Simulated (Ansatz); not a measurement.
## 4 guesses for Bi₂Te and where they end

Level of theory: Ansatz, DFT PBE, scalar-relativistic, plane waves, PAW. Settings: cutoff 420 eV, Γ-centred meshes spaced at most about 0.3 Å⁻¹, and about 0.25 Å⁻¹ or finer for metals (2π included), Gaussian smearing. No spin polarisation in the final relaxations.

Each guess was relaxed in cell and atoms at zero pressure, within the symmetry of its start. These are static total energies at zero pressure. Coordination counts Te atoms around Bi (those within 1.25 times the shortest such distance or 1.15 times the sum of covalent radii, 1.27 where that leaves under three; the shortest distance is added where it exceeds 1.18 times the sum of covalent radii; a slash parts the counts of unlike sites).

| guess | made from | start group | V start (Å³/atom) | end group | V end (Å³/atom) | coordination at the end | gap on mesh (eV) | E over the lowest end (meV/atom) |
| --- | --- | --- | --- | --- | --- | --- | --- | --- |
| 1 | random cell | P6/mmm | 32.1 | ? | ? | ? | ? | ? |
| 2 | random cell | Immm | 37.4 | I4/mmm | 40.0 | Bi 2 | 0 | 401 |
| 3 | a Materials Project cell | I-42d | 34.0 | I4_1/amd | 36.1 | Bi 2 | 0 | 0 |
| 4 | random cell | P42_12 | 35.9 | P42_12 | 40.5 | Bi 2 | 0 | 124 |

Guess 1 as it starts:

```
CELL_PARAMETERS angstrom
7.10415 0.00000 0.00000
-3.55208 6.15238 0.00000
0.00000 0.00000 4.41077
ATOMIC_POSITIONS crystal
Bi 0.00000 0.00000 0.00000
Bi 0.50000 0.00000 0.50000
Bi 0.00000 0.50000 0.50000
Bi 0.50000 0.50000 0.50000
Te 0.33333 0.66667 0.50000
Te 0.66667 0.33333 0.50000
```

Question: Predict the end of this guess and its energy over the lowest end.

Answer: It ends in space group P6/mmm (No. 191), with a = 10.974 Å, c = 3.030 Å, 52.7 Å³/atom and no gap. It lies 0.44 eV/atom over the lowest end, above guess 2 and so the highest of the set. Counting Te atoms around Bi, this end has Bi 2/12 from 6.5 Å and the lowest (guess 3) has Bi 2. This end holds Te–Te chains (shortest 3.03 Å); in the lowest (guess 3) the shortest Te–Te distance is 4.45 Å.

```cif
data_structure
_symmetry_space_group_name_H-M 'P6/mmm'
_symmetry_Int_Tables_number 191
_cell_length_a 10.9743
_cell_length_b 10.9743
_cell_length_c 3.0304
_cell_angle_alpha 90.000
_cell_angle_beta 90.000
_cell_angle_gamma 120.000
_cell_volume 316.07
loop_
_atom_site_label
_atom_site_type_symbol
_atom_site_symmetry_multiplicity
_atom_site_Wyckoff_symbol
_atom_site_fract_x
_atom_site_fract_y
_atom_site_fract_z
_atom_site_occupancy
Bi1 Bi 1 a 0.00000 0.00000 0.00000 1
Bi2 Bi 3 g 0.50000 0.00000 0.50000 1
Te1 Te 2 d 0.33333 0.66667 0.50000 1
```

The zero of energy is the elements' standard structures at the same level; no fitted shifts are applied.

Question: Is the lowest end bound against the elements?

Answer: Yes: its formation energy is −0.05 eV/atom. It lies below the elements, which doesn't yet make it stable against other compounds or structures.

Weakly bound directions are ill-defined at this level, which has no dispersion term (P42_12), and this can change margins and order among such cells. These runs have no spin–orbit coupling, which can matter for Bi and Te. The zero gap of P42_12 may come from the functional, which often closes small gaps, or the cell may be a true semimetal. The reference form of Te is held partly by dispersion forces, which this level lacks. Cells relaxed within their symmetry can be saddle points. Some structure types and database cells were kept out of the candidates from the start, so a known form may be missing.

Only the lowest end is bound against the elements: the other three lie above it by more than its small formation energy. In the highest end, the cell opens into a honeycomb framework with a separate Bi chain in each channel, too far from Te to bond with it. The Te–Te contacts of 3.03 Å are longer than a normal single bond, so they probably recover little of the Bi–Te bonding given up. The lowest end instead keeps Te atoms apart, as expected for the more electronegative element in a Bi-rich compound. It is also the densest, but density alone doesn't set the order, since guess 2 is slightly denser than guess 4 yet much higher in energy.

Known Bi₂Te is a trigonal layered phase in which Bi bilayers alternate with Bi₂Te₃-type slabs, and none of these ends has that structure. The tetragonal minimum is therefore best read as the winner of a narrow set of starts, not as a predicted ground state.
